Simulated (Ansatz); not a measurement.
A family of molecules: the atomisation energy (no zero-point term)

One atom is swapped for its congeners: Si(OH)Cl; Ge(OH)Cl; Sn(OH)Cl. All are singlets with charge 0.

Shapes, held fixed at every level: PBE0-D4/def2-TZVP. Flexible molecules stand in one conformer, not always the lowest. Programs: Ansatz 0.2.0. Values in eV.

```tsv
level	Si(OH)Cl	Ge(OH)Cl	Sn(OH)Cl
HF/def2-TZVPP	9.94	8.77	8.09
SPW92/def2-TZVPP	16.96	15.98	15.16
PBE0-D4/def2-TZVPP	14.38	13.34	12.61
B2PLYP/def2-TZVPP	14.35	13.31	12.61
MP2/def2-SVP	13.46	12.52	11.65
MP2/def2-TZVPP	14.60	13.56	12.81
CCSD(T)/def2-TZVPP	14.06	13.05	12.33
```

At CCSD(T)/def2-TZVPP the atomisation energy falls at every step, from 14.06 to 12.33 eV. Every level shows the same order. For atoms past krypton def2 sets carry core potentials with scalar relativity. Relativity is left out for Ge unless named. Correlated rows may include outer-core shells of Ge, Sn, which these sets cover unevenly. Spin-orbit coupling, which grows down the group, is left out (summed over each molecule's free atoms 0.06, 0.17, 0.35 eV).

Replacing silicon by germanium and then tin weakens the binding, and the larger loss comes at the first step at every level. Since the O–H bond is common to all three molecules, the decline probably lies mainly in the bonds from the heavy atom to oxygen and chlorine. Down the group the valence p orbitals become larger and more diffuse and overlap less well with the compact orbitals of these partners, while the s pair stays largely non-bonding in the divalent state. The uneven steps suggest a role for bond polarity: the filled 3d shell screens poorly and keeps germanium relatively electronegative, whereas the more electropositive tin recovers some ionic stabilisation.

Hartree–Fock already gives the order, so correlation is not its origin, though it supplies a large part of the binding as electrons pair up in the new bonds. MP2 in the smaller basis falls below the CCSD(T)/def2-TZVPP values, but in the larger basis it lies above them. The totals do not establish stability towards isomerisation or disproportionation.
